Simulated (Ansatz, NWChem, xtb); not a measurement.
## Loss of HBr: C2HBrF2 → C2F2 + HBr

Species: C2HBrF2 `F/C=C(\F)Br`, singlet; C2F2 `FC#CF`, singlet; HBr (hydrogen bromide), singlet. 

Shapes, held fixed at every level: PBE0-D4/def2-TZVP. Programs: Ansatz 0.2.0, NWChem 7.3.0, xtb 6.7.1. Electronic energies: no zero-point or thermal term.

| level | kind | ΔE (kJ/mol) | less CCSD(T)/def2-TZVPP |
| --- | --- | --- | --- |
| GFN0-xTB | semi-empirical | +154.5 | -98.5 |
| HF/def2-SVP | Hartree–Fock | +221.5 | -31.5 |
| HF/def2-TZVPP | Hartree–Fock | +230.8 | -22.2 |
| PBE-D4/def2-TZVPP | GGA | +266.0 | +13.0 |
| r2SCAN-D4/def2-TZVPP | meta-GGA | +275.0 | +22.0 |
| B3LYP-D4/def2-TZVPP | global hybrid | +254.6 | +1.6 |
| B2PLYP/def2-TZVPP | double hybrid | +247.0 | -6.0 |
| CCSD/def2-TZVPP | coupled cluster or CI | +248.7 | -4.3 |
| CCSD(T)/def2-TZVPP | coupled cluster or CI | +253.0 | 0.0 |

The highest level, CCSD(T)/def2-TZVPP, gives ΔE = +253.0 kJ/mol; the levels span +154.5 to +275.0. GFN0-xTB strays far from the other rows. The column of differences is taken from that level and isn't an error. No measured value is set beside it here. Relativity is left out for Br. Outer-core shells of Br are correlated in most correlated rows, in sets that cover them unevenly.

Loss of HBr is strongly endothermic at every level, with +253.0 kJ/mol from CCSD(T). The elimination gives up a C–H and a C–Br σ bond for an H–Br bond and a second C–C π bond, which is poor compensation. Fluorine probably adds to the cost: the more s-rich, more electronegative sp carbon is a less favourable partner for it, and its lone pairs repel the filled π system, in keeping with the known high reactivity of difluoroethyne.

In the triple-zeta wavefunction series, correlation raises the reaction energy, from +230.8 at Hartree–Fock to +248.7 with CCSD and further with the triples. It therefore stabilises the intact alkene more than the separated products, plausibly because bromine's electrons lose their correlation with the neighbouring C–F and π electrons. B3LYP's closeness to CCSD(T) may owe something to error cancellation. The endothermicity concerns only separation into these two products, and doesn't establish how high the elimination barrier is or how long difluoroethyne would survive.
